Which way the top of the valence band sinks in gallium phosphide

1. Distance or direction?

In GaP the highest filled level lies at Γ, the centre of the zone of wave vectors. It sinks as the wave vector leaves Γ. Is it enough to know how far one has gone, or does the direction matter as well?

The table holds PBE levels without spin-orbit coupling. Point a and point b are the first two components of the wave vector along the reciprocal cell vectors; the third is zero. Equal components lead from Γ towards X, opposite ones towards K, and b = 0 towards L. "Level under 1" is the highest filled level, "level under 2" the next below it and "level under 4" the fourth, all counted from the valence top.

Levels of GaP (F-43m) from ABINIT 10.8.3 with the PBE functional, JTH PAW PBE v2.0 datasets, a 544 eV plane-wave cutoff, a 10×10×10 k mesh and 0.05 eV Fermi-Dirac smearing, without spin polarisation or spin-orbit coupling. Levels are numbered downwards from the gap, with energies relative to the valence top. The third component of the wave vector is 0.

```
point a (reciprocal cell vector)  point b (reciprocal cell vector)  level under 4 (eV)  level under 2 (eV)  level under 1 (eV)
                          0.0000                            0.0000                   ?                   ?                   ?
                          0.3000                            0.0000                   ?                   ?                   ?
                          0.1000                            0.1000             -12.320              -0.447              -0.447
                          0.2000                            0.2000             -11.817              -1.284              -1.284
                         -0.2000                            0.2000             -11.211              -2.654              -0.762
                         -0.3000                            0.3000             -10.050              -3.899              -1.660
                          0.4000                            0.4000             -10.098              -2.515              -2.515
```

Compare (0.2, 0.2) with (−0.2, 0.2). The second point is farther from Γ, at 0.57 against 0.40 in units of 2π/lattice constant. Yet its highest level lies at −0.762 eV, well above the −1.284 eV of the nearer point. Distance alone therefore fails for the top level. The fourth level behaves differently: in the known rows it rises steadily with distance, whatever the direction.

2. Four bonds, in step and out of step

The highest levels are bonding combinations of P and Ga p orbitals. Each atom has four bonds. A p orbital pointing midway between two cube axes meets two of them partly head-on and the other two side-on. The two kinds of coupling have opposite signs, so at Γ they work against each other. Away from Γ the bonds acquire different phases and the cancellation weakens. The net coupling grows, and the bonding level sinks.

The direction decides which bonds fall out of step. Towards X, two side-on bonds shift against two stronger ones. Towards L, the one bond along the line is side-on to both p orbitals that lie across it, and it shifts against three that keep in step with each other. Less cancellation is undone, so the top level should sink less. Silicon has the same four-bond geometry, and its highest valence band also drops less towards L than towards X.

3. From the picture to a formula

Let H be the net coupling of the stronger group of bonds, S that of the side-on group, and φ the phase between them. The squared coupling is then

|H − S exp(iφ)|² = (H − S)² + 4HS sin²(φ/2).

On the lines to X and L, φ/2 = πa, where a is the component "point a" of the table. Call W the coupling between unlike p orbitals (x with y) and rW that between like ones (x with x), each as a sum of sizes over the four bonds. Adding up the bonds gives

towards X: H = W(1 + r)/2, S = W(1 − r)/2
towards L: H = W(1 + 3r)/4, S = W(1 − r)/4.

Towards K one side-on bond runs ahead in phase and the other lags, which leaves a net coupling W[r + (1 − r)q], with q = sin²(πa). Let v be the growth of the squared coupling, measured against its full growth from Γ to X:

towards X: v = q
towards K: v = {[r + (1 − r)q]² − r²}/(1 − r²)
towards L: v = q(1 + 3r)/[4(1 + r)].

Two coupled levels then give, with the zero at Γ,

E = −M[√(1 + Bv) − 1].

Here M sets the energy scale and B the bend. The points (0.1, 0.1) and (0.4, 0.4) fix B at about 8.5. All five known rows then give M = 1.294 eV and r = 0.1575, and the formula follows them to about 0.01 eV. With three constants for five values that is a modest test. The constants are also effective numbers. Taken literally, two coupled levels would put the empty antibonding p level at Γ 2M, or about 2.6 eV, above the valence top; the same calculation has it at 3.9 eV.

4. The forecast

The point (0.3, 0) lies on the line to L, which contributed no row to the fit. There q = sin²(54°) = 0.655, and the estimate runs

v = 0.655 × (1 + 3 × 0.1575)/(4 × 1.1575) = 0.208
E = −1.294 × [√(1 + 8.5 × 0.208) − 1] = −0.86 eV.

The forecast is −0.86 ± 0.10 eV. The range is much wider than the misfit of the known rows because the formula is being carried into a new direction. If only distance counted, the level would lie as deep as it does at the same distance towards X, near −1.75 eV, or about twice as deep as forecast. Symmetry also makes the two p orbitals across this line equivalent, so the two highest levels should coincide, here within 0.005 eV.

At Γ both highest levels should lie at 0.00 ± 0.01 eV. Symmetry makes them equal and the zero of energy is placed there, so this is no test of the formula.

The fourth level needs a different rule. It is mainly a P 3s level bonding with Ga, and an s orbital has the same sign towards all four neighbours. Its energy should follow g, the length of the average of the four bond phase factors, which is 1 at Γ. A straight line in g through the five known rows gives −12.49 ± 0.10 eV at Γ and −11.46 ± 0.15 eV at (0.3, 0).

5. The computed values

The withheld rows as computed:

```
point a (reciprocal cell vector)  point b (reciprocal cell vector)  level under 4 (eV)  level under 2 (eV)  level under 1 (eV)
                          0.0000                            0.0000             -12.494               0.000               0.000
                          0.3000                            0.0000             -11.409              -0.817              -0.817
```

At (0.3, 0) the highest level comes out at −0.817 eV, 0.04 eV above the forecast and inside its range. The two highest levels coincide, as symmetry demands. The level is less than half as deep as distance alone would put it, so direction matters about as the bond picture says.

The miss is nevertheless several times larger than the misfit of the known rows. Close agreement on two lines thus overstated how well the formula carries over to a third. Couplings between more distant atoms, which the formula omits, may be the reason; this has not been tested.

The fourth level agrees within 0.01 eV at Γ and lies 0.05 eV above the forecast at (0.3, 0). The second miss is of the size of the line's usual misfit. The line does worse far out: it puts (−0.3, 0.3) below (0.4, 0.4), while the calculation has them the other way round. A bent curve that still falls as g grows would keep this wrong order, so g does not tell the whole story. Couplings between more distant atoms, or longer chains of couplings that pass through p orbitals, may be the cause; neither has been tested.

The zero at Γ is met by construction. Spin-orbit coupling would change the picture there, splitting the valence top by roughly 0.1 eV. That is more than the miss at (0.3, 0), so the formula describes the broad shape of the band and not the fine structure at its top.

The output below lists both fits, the misses and the levels that distance alone would give.

Printed output of the fit:

```
fit of level_under_1 on 5 rows: coefficient of (1 - sqrt(1 + bend*q*(wX + wK*(2*s + (1 - s)*q)/(1 + s) + wL*0.25*(1 + 3*s)/(1 + s)))) 1.294 +/- 0.0039, s 0.1575; rms 0.00792, worst -0.3 0.0107, leave-one-out rms 0.0193
  rows outside the fit (model, value, miss): 0.0 0, 0, 0; 0.3 -0.8609, -0.817, -0.0439
fit of level_under_4 on 5 rows: constant -8.896 +/- 0.09, coefficient of g -3.59 +/- 0.14; rms 0.0593, worst 0.4 0.0931, leave-one-out rms 0.109
  rows outside the fit (model, value, miss): 0.0 -12.49, -12.49, 0.00836; 0.3 -11.46, -11.41, -0.0482
Distance and rival forecast:
   row  distance from Gamma (2 pi/a)  mean bond phase g  highest level if only distance counted (eV)
   0.0                             0                  1                                            0
   0.3                        0.5196             0.7135                                       -1.747
   0.1                           0.2             0.9511                                      -0.4486
   0.2                           0.4              0.809                                       -1.276
  -0.2                        0.5657             0.6545                                        -1.91
  -0.3                        0.8485             0.3455                                       -2.598
   0.4                           0.8              0.309                                       -2.524
Highest level at (0.3, 0, 0) if the coupling ratio were zero, eV: -0.7081
Highest level at (0.3, 0, 0) at the largest ratio the bend allows, eV: -0.9756
Splitting of the two highest levels at (-0.2, 0.2), eV: 1.892
Splitting of the two highest levels at (-0.3, 0.3), eV: 2.239
Revealed splitting of the two highest levels at Gamma, eV: 0
Revealed splitting of the two highest levels at (0.3, 0, 0), eV: 0
```
